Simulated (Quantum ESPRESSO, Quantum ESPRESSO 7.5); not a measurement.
# The band gap of CuGaSe2 with LDA, PBEsol, PBE and BLYP: a large shortfall against the thermal gap

## Reference data

The reference comes from transport measurements on n-type single crystals of CuGaSe2 grown by the Bridgman method ("Growth and anisotropy of transport properties of CuGaSe2 single crystals", 2018, PubMed Central 6251020). The slope of the logarithm of the conductivity perpendicular to the c axis, taken between 380 and 530 K, gives a gap of 1.72 eV. The Hall coefficient gives 1.7 eV, but it was measured on the same kind of crystal and rests on the same assumption, so we do not count it as independent support.

That assumption is intrinsic conduction, and we have a reservation about it. With a gap of this size, thermal excitation across it at 500 K is suppressed by roughly nine orders of magnitude, and carriers from defects could easily outnumber the intrinsic ones. An activation energy then need not be the band gap.

| compared with | measured | source's wording or label | method |
| --- | --- | --- | --- |
| gap (eV) | 1.72 | thermal gap from intrinsic conductivity perpendicular to c, 380-530 K | temperature-dependent electrical conductivity * |
| gap (eV) | 1.7 | thermal gap from Hall coefficient in intrinsic region, perpendicular to c | temperature-dependent Hall effect |

Where a quantity has several values, deviations refer to the one marked *.

Conditions are those given with the value in the passage it was taken from; "not stated" means there, and the paper may say more elsewhere. The values are a selection: others may have been left out beforehand as unlike or outlying.

## Method

We want the cheapest level of theory that gives the gap within 0.2 eV of 1.72 eV. An error of that size still leaves a gap useful for judging a solar absorber, and it is wide enough to cover effects that our model omits. The calculations treat a static lattice without spin-orbit coupling, whereas the activation slope amounts to a linear extrapolation of the gap to 0 K. We allow roughly 0.1 eV for these differences together.

The model is the primitive cell of the chalcopyrite structure with eight atoms, held at the diffraction geometry. Keeping the selenium position fixed matters, because the gap of this compound responds strongly to it through the mixing of copper d and selenium p states. We begin with a semilocal functional on a coarse k mesh, settle mesh and cutoff, and then change the functional at fixed settings. Semilocal functionals usually underestimate gaps, and most severely where shallow d states push up the valence band, so we expect a large shortfall.

System: CuGaSe2 (copper gallium diselenide), tetragonal chalcopyrite; I-42d (No. 122), 8 atoms in the primitive cell; the database structure is a diffraction structure: a = 5.619 Å, c = 11.026 Å; structure from the Crystallography Open Database.

## 1. PBEsol on a coarse mesh

A PBEsol run with a 4x4x4 mesh is a light way to see how large the shortfall is. The levels are evaluated along the high-symmetry path, so the mesh enters the gap only through the self-consistent density, and for a semiconductor we expect that dependence to be weak.

**Run 1.** Quantum ESPRESSO 7.5: PBEsol, GBRV ultrasoft potentials, database cell, levels along the high-symmetry path, cutoff 45 Ry (density 360 Ry), 4x4x4 k mesh, Gaussian smearing 0.01 eV.

Key lines of the input:
```
! potential files: GBRV ultrasoft potentials, made for PBEsol
&control
  calculation = 'bands'
/
&system
  nat = 8
  ntyp = 3
  ecutwfc = 45
  ecutrho = 360
  nbnd = 56
  occupations = 'smearing'
  smearing = 'gaussian'
  degauss = 0.00073
/
&electrons
  conv_thr = 1.0d-8
  electron_maxstep = 100
  mixing_beta = 0.4
/
ATOMIC_SPECIES
  Ga 69.723 Ga.upf
  Cu 63.546 Cu.upf
  Se 78.971 Se.upf
[... cell and positions ...]
K_POINTS crystal
  94
  0.00000000 0.00000000 0.00000000 1
  ...
! the SCF step ahead of it had
! K_POINTS automatic   4 4 4 0 0 0
```

Command:
```
OMP_NUM_THREADS=1 mpirun -n 8 pw.x -nk 8 -in bands.in > bands.out
```

Converged; 3.8 min on 8 cores of Arm Neoverse V2, shared host.

| quantity | run 1 | measured | deviation |
| --- | --- | --- | --- |
| gap (eV) | 0.152 | 1.72 | −1.568 |
| direct gap (eV) | 0.152 |  |  |

PBEsol opens a gap of only 0.152 eV, about a tenth of the thermal value. The smallest gap and the smallest direct gap coincide, so the calculation does give a direct-gap semiconductor. The shortfall of 1.568 eV is far beyond the 0.1 eV or so that we allowed for temperature and spin-orbit coupling.

## 2. Denser mesh and lower cutoff

Before changing the functional we test the settings. One PBEsol run keeps the cutoff and raises the mesh to 8x8x8; a second keeps that denser mesh and lowers the cutoff to 29 Ry, which would make later runs cheaper if the gap holds. We expect both changes to be small beside the shortfall, but with so narrow a gap even a few hundredths of an electronvolt would be a sizeable fraction of it.

**Run 2.** Quantum ESPRESSO 7.5: PBEsol, GBRV ultrasoft potentials, database cell, levels along the high-symmetry path, cutoff 45 Ry (density 360 Ry), 8x8x8 k mesh, Gaussian smearing 0.01 eV.

Key lines of the input, as changed from run 1:
```diff
- ! K_POINTS automatic   4 4 4 0 0 0
+ ! K_POINTS automatic   8 8 8 0 0 0
```

Converged; 5.2 min, same machine.

**Run 3.** Quantum ESPRESSO 7.5: PBEsol, GBRV ultrasoft potentials, database cell, levels along the high-symmetry path, cutoff 29 Ry (density 232 Ry), 8x8x8 k mesh, Gaussian smearing 0.01 eV.

Key lines of the input, as changed from run 2:
```diff
  &system
-   ecutwfc = 45
-   ecutrho = 360
+   ecutwfc = 29
+   ecutrho = 232
```

Converged; 2.5 min, same machine.

| quantity | run 2 | run 3 | measured |
| --- | --- | --- | --- |
| gap (eV) | 0.154 | 0.141 | 1.72 |
| direct gap (eV) | 0.154 | 0.141 |  |

The denser mesh moves the PBEsol gap by 0.002 eV, so the 4x4x4 density was already adequate. Lowering the cutoff from 45 to 29 Ry costs about 0.013 eV, which is harmless against a target of 0.2 eV but not against a gap of 0.154 eV. Neither setting accounts for a noticeable part of the shortfall.

## 3. LDA and PBE at the same settings

The functional is the next thing to change. We run LDA and PBE at 45 Ry with the 8x8x8 mesh, because differences between semilocal functionals may be only a few hundredths of an electronvolt and should not be mixed with a cutoff error. The cell is the same in all runs, so the comparison is free of the different lattice constants these functionals would prefer. We expect both gaps to stay far below the target, since neither functional removes the self-interaction that places the copper d states too high.

**Run 4.** Quantum ESPRESSO 7.5: LDA, GBRV ultrasoft potentials, database cell, levels along the high-symmetry path, cutoff 45 Ry (density 360 Ry), 8x8x8 k mesh, Gaussian smearing 0.01 eV.

Key lines of the input, as changed from run 2:
```diff
- ! potential files: GBRV ultrasoft potentials, made for PBEsol
+ ! potential files: GBRV ultrasoft potentials, made for LDA
```

Converged; 5.3 min, same machine.

**Run 5.** Quantum ESPRESSO 7.5: PBE, GBRV ultrasoft potentials, database cell, levels along the high-symmetry path, cutoff 45 Ry (density 360 Ry), 8x8x8 k mesh, Gaussian smearing 0.01 eV.

Key lines of the input, as changed from run 2:
```diff
- ! potential files: GBRV ultrasoft potentials, made for PBEsol
+ ! potential files: GBRV ultrasoft potentials, made for PBE
```

Converged; 4.9 min, same machine.

| quantity | run 4 | run 5 | measured |
| --- | --- | --- | --- |
| gap (eV) | 0.069 | 0.228 | 1.72 |
| direct gap (eV) | 0.069 | 0.228 |  |

At the same cell the gap rises from 0.069 eV with LDA through 0.154 eV with PBEsol to 0.228 eV with PBE. Each functional has its own set of potentials, so the differences include whatever the potentials contribute. The whole spread is 0.159 eV, while PBE, the best of the three, still falls 1.492 eV short of the reference. Gradient corrections do help, but on a scale about ten times too small.

## 4. BLYP as another gradient correction

BLYP builds both exchange and correlation differently from PBE and costs about the same, so it tests whether the shortfall is particular to the PBE family. We run it with potentials made for PBE, and this mismatch of the frozen cores makes a shift of a few hundredths of an electronvolt hard to interpret. BLYP is still semilocal and retains the self-interaction of the copper d states, so we expect a gap of a few tenths of an electronvolt at most.

**Run 6.** Quantum ESPRESSO 7.5: BLYP, GBRV ultrasoft potentials, database cell, levels along the high-symmetry path, cutoff 45 Ry (density 360 Ry), 8x8x8 k mesh, Gaussian smearing 0.01 eV; PBE files.

Key lines of the input, as changed from run 5:
```diff
  &system
+   input_dft = 'blyp'
```

Converged; 5 min, same machine.

| quantity | run 6 | measured | deviation |
| --- | --- | --- | --- |
| gap (eV) | 0.195 | 1.72 | −1.525 |
| direct gap (eV) | 0.195 |  |  |

BLYP gives 0.195 eV, which is 0.033 eV below PBE and 1.525 eV below the reference. With potentials made for PBE, we cannot tell whether so small a difference from PBE belongs to the functional or to the frozen cores, so we do not rank the two. The large shortfall remains in either case, so it is not peculiar to the PBE form of the gradient correction.

## Comparison with experiment

| run | settings | gap (eV) | deviation | cost |
| --- | --- | --- | --- | --- |
| 1 | PBEsol, cutoff 45 Ry (density 360 Ry), 4x4x4 k mesh | 0.152 | −1.568 | 30 core-min |
| 2 | PBEsol, cutoff 45 Ry (density 360 Ry), 8x8x8 k mesh | 0.154 | −1.566 | 42 core-min |
| 3 | PBEsol, cutoff 29 Ry (density 232 Ry), 8x8x8 k mesh | 0.141 | −1.579 | 20 core-min |
| 4 | LDA, cutoff 45 Ry (density 360 Ry), 8x8x8 k mesh | 0.069 | −1.651 | 42 core-min |
| 5 | PBE, cutoff 45 Ry (density 360 Ry), 8x8x8 k mesh | 0.228 | −1.492 | 40 core-min |
| 6 | BLYP, cutoff 45 Ry (density 360 Ry), 8x8x8 k mesh, PBE files | 0.195 | −1.525 | 40 core-min |
|  | measured | 1.72 |  |  |

## Discussion

None of the four functionals meets the target of 0.2 eV. PBE comes closest, with a gap of 0.228 eV against 1.72 eV, a miss of 1.492 eV at a cost of 40 core-minutes.

The tests of mesh and cutoff, made with PBEsol, moved the gap by about 0.002 and 0.013 eV, so neither setting explains the miss. Changing the functional mattered more, but the full spread from LDA to PBE is only 0.159 eV. BLYP leaves a shortfall of much the same size as PBE, and its potentials made for PBE limit what it can say about small differences.

We attribute most of the shortfall to the semilocal form itself, on theoretical grounds. Such functionals underestimate gaps in general, and here they also place the copper d states too high, which pushes up the valence band through mixing with selenium p. Spin-orbit coupling would split the valence-band top and probably narrow the gap slightly further. An error in the selenium position could shift the gap either way; the size of that effect is not shown in this report.

The reference has its own weakness, since intrinsic conduction at 380–530 K is doubtful in a material with such a gap. Still, to our general knowledge the thermal value agrees with the optical gap of this compound, though no optical measurement is shown in this report, so we do not blame the reference for a miss of this size.

Whether the band edges are in the right order is not shown in this report either. With computed gaps this small they could be inverted, and the true error would then be larger than the table suggests. A hybrid functional, which reduces the self-interaction of the d states, is the natural next step.

[Logs are printed without paths, hosts, clocks, repeated set-up lines and the standing remarks that a program may print on its own settings, such as how far it seeks lower states.]

[The runs shown are a pick from a larger set of finished runs; failed, doubtful and other runs were left out of it ahead of writing. So were measured values far from every level or from commonly accepted values, and agreement can look better than it is. Lines of input and output are excerpts and may be shortened.]
